**Question.** I compressed ten zincblende semiconductors so that every length shrinks by 4 %, and the gaps respond very differently. I had assumed that a stiffer crystal, which resists the squeeze with more pressure, would open its gap more. A colleague blames the polarity of the bond instead. Does either idea hold, and why does the gap of GaP even shrink?

Ten zincblende semiconductors, calculated with Ansatz 0.2.0 (r2SCAN, plane-wave PAW, 500 eV cutoff, no spin polarisation). Changes are from the relaxed cell to one with every length 4 % shorter and the atoms relaxed again; volumes and distances are for the relaxed cell. Gaps are the least found over the k mesh and selected extra points.

```csv
formula,element on site A,Z A,element on site B,Z B,difference of Pauling electronegativities,volume per atom (Å³),shortest distance (Å),k mesh,band gap change (eV),least direct gap change (eV),unstrained band gap (eV),unstrained gap kind,pressure change (GPa)
AlN,Al,13,N,7,1.43,10.43,1.892,10×10×10,0.087,1.126,3.941,indirect,32.53
ZnS,Zn,30,S,16,0.93,19.55,2.333,8×8×8,0.581,0.581,2.705,direct,12.60
ZnSe,Zn,30,Se,34,0.9,22.72,2.453,8×8×8,0.548,0.548,1.869,direct,10.50
GaP,Ga,31,P,15,0.38,20.24,2.360,8×8×8,-0.246,1.106,1.844,indirect,14.04
GaAs,Ga,31,As,33,0.37,22.74,2.454,8×8×8,0.547,1.020,0.962,direct,11.72
GaSb,Ga,31,Sb,51,0.24,28.82,2.655,8×8×8,0.514,0.965,0.414,direct,8.73
CdTe,Cd,48,Te,52,0.41,35.29,2.841,6×6×6,0.400,0.400,1.161,direct,6.54
InP,In,49,P,15,0.41,25.77,2.558,8×8×8,0.703,0.703,1.026,direct,11.01
InAs,In,49,As,33,0.4,28.50,2.645,8×8×8,0.674,0.674,0.081,direct,9.38
InSb,In,49,Sb,51,0.27,35.27,2.840,6×6×6,0.761,0.761,0.014,direct,7.06
```

**Answer.** Look at the direct gap at Γ, the centre of the Brillouin zone. The 4 % squeeze opens it by roughly 1 eV in the gallium compounds, 0.7 eV in the indium compounds and 0.5 eV in the zinc and cadmium compounds. Of the three ideas compared here, the one that fits best is the mixing of s orbitals on neighbouring atoms, which depends on both bond length and polarity.

The column "band gap change" hides this because it mixes different transitions. In GaP the lowest conduction state lies near X, at the zone boundary, and comes closer to the valence edge, so the gap shrinks by 0.25 eV while the direct gap opens by 1.11 eV. GaAs and GaSb start with a direct gap, but after the squeeze their lowest conduction state also lies away from Γ. The squeeze has made their gaps indirect. The strain at which this happens is uncertain, because r2SCAN generally makes such gaps too small, and not necessarily by the same amount at Γ and away from it.

One comparison is enough to refute your stiffness idea as a rule. ZnS needs 1.4 times the pressure of GaSb for the same strain, yet its direct gap opens by 0.58 eV against 0.97 eV. Pressure measures how the energy of the whole crystal rises. The gap depends on how two particular levels move.

Your colleague is half right. GaAs and ZnSe have the same bond length, but the more polar ZnSe opens by only 0.55 eV against 1.02 eV. Polarity alone, however, can't tell GaP from CdTe: their electronegativity differences are 0.38 and 0.41, but GaP opens nearly three times as much. GaP has much the shorter bond, and the s levels of its two atoms also lie closer together.

Theory supplies a picture that joins the two. The conduction edge at Γ is an antibonding mixture of s orbitals on both atoms. Shorter bonds strengthen the mixing and push this level up. If the two atomic s levels lie far apart, as in ZnSe, the upper state stays mostly on the metal atom and feels the stronger mixing less. At X the s–s contributions of the four neighbours cancel, so the conduction edge there lacks this push, although s orbitals still mix with p orbitals on the neighbours. The cancellation is one reason why this edge falls behind the one at Γ. It does not by itself explain why the edge near X even approaches the valence edge in GaP; in AlN, which is also indirect, the gap still widens by 0.09 eV.

For two coupled levels, the upper one lies above their mean by

$$E=\sqrt{h^2+W^2},\qquad W\approx\frac{40\ \mathrm{eV\,Å^2}}{d^2}.$$

Here $h$ is half the separation of the atomic s levels, $W$ is the coupling summed over four neighbours and $d$ is the bond length. The atomic levels and the coupling constant are rough textbook values; the constant is rounded up here, and the program uses a slightly smaller one. Shrinking $d$ by 4 % raises $W$ by the factor $1/0.96^2$, about 8.5 %.

Take GaAs, with $h=3.5$ eV and $W=6.56$ eV. The squeeze raises $W$ to 7.12 eV, and $E$ goes from 7.44 to 7.93 eV, a rise of 0.50 eV. That is only half of the computed opening, which also includes any movement of the valence edge, so the bare picture gives the right order of magnitude but too small a shift. One common factor of 1.84, fitted to the nine compounds whose direct gap stays at Γ, brings GaAs to 0.91 eV; GaAs was itself part of that fit.

With this factor the typical miss is 0.12 eV, on openings between 0.4 and 1.1 eV. Straight lines in pressure or in electronegativity difference miss by about 0.19 eV, although each has one more adjustable constant. The output below gives all three fits. AlN was left out because its smallest direct gap moves from Γ to X, which makes its 1.13 eV only a lower bound for the opening at Γ.

The picture is weakest on the size of the contrast. It makes GaAs open 1.3 times as much as ZnSe, where the calculation gives 1.9 times, and it puts all three zinc and cadmium compounds too high. A plausible reason is the filled d shell of zinc and cadmium, which lies closer to the valence edge than that of gallium and indium. It repels this edge upwards, more strongly as the atoms approach, and so takes back part of the opening. These numbers do not test that.

The model also gets the order of the indium compounds wrong: InSb opens more than InP and InAs, but the model puts it lowest of the three. The uncompressed gap of InSb, only 0.014 eV, would close once spin–orbit coupling is included, as would that of InAs. For these two, read the change as a shift between levels rather than as the change of a real gap.

To guess a neighbouring case, first check that you are comparing gaps at Γ. Then, at similar bond length, expect the larger opening where the atomic s levels lie closer together. GaSb and InAs show it: their bonds are almost equally long, and GaSb, with the closer levels, opens 1.4 times as much.

Numerical output:

```
fit of dg on 9 rows (gam): coefficient of rise 1.84 +/- 0.099; rms 0.118, worst ZnS 0.2, leave-one-out rms 0.134
  rows outside the fit (model, value, miss): AlN 1.447, 1.126, 0.321
fit of dg on 9 rows (gam): constant 0.2864 +/- 0.33, coefficient of pressure_change 0.04565 +/- 0.031; rms 0.195, worst ZnS 0.281, leave-one-out rms 0.258
  rows outside the fit (model, value, miss): AlN 1.771, 1.126, 0.645
fit of dg on 9 rows (gam): constant 0.9781 +/- 0.16, coefficient of chi_difference -0.4745 +/- 0.3; rms 0.191, worst CdTe 0.384, leave-one-out rms 0.221
  rows outside the fit (model, value, miss): AlN 0.2996, 1.126, -0.826
s-coupling model:
   row  half s-level separation (eV)  s coupling (eV)  unscaled rise of antibonding s level (eV)  scaled prediction (eV)
   AlN                           7.5            11.04                                     0.7867                   1.447
   ZnS                             8            7.261                                     0.4244                  0.7808
  ZnSe                           7.5            6.568                                     0.3766                  0.6928
   GaP                           3.5            7.096                                     0.5456                   1.004
  GaAs                           3.5            6.562                                     0.4969                  0.9142
  GaSb                             2            5.606                                     0.4512                    0.83
  CdTe                           5.9            4.896                                     0.2725                  0.5012
   InP                           4.5             6.04                                     0.4179                  0.7688
  InAs                           4.5            5.649                                     0.3818                  0.7023
  InSb                             3              4.9                                     0.3594                  0.6611
Direct gap change, GaP over ZnS (ratio): 1.904
Direct gap change, GaAs over ZnSe (ratio): 1.861
Same ratio GaAs over ZnSe in the s-coupling model: 1.319
Direct gap change, InSb over CdTe (ratio): 1.902
Direct gap change, GaSb over InAs (ratio): 1.432
Pressure, ZnS over GaSb (ratio): 1.443
Direct gap change, GaSb over ZnS (ratio): 1.661
GaP, direct gap change less band gap change (eV): 1.352
GaAs, squeezed cell, Gamma edge above the lowest conduction edge (eV): 0.473
GaSb, squeezed cell, Gamma edge above the lowest conduction edge (eV): 0.451
```
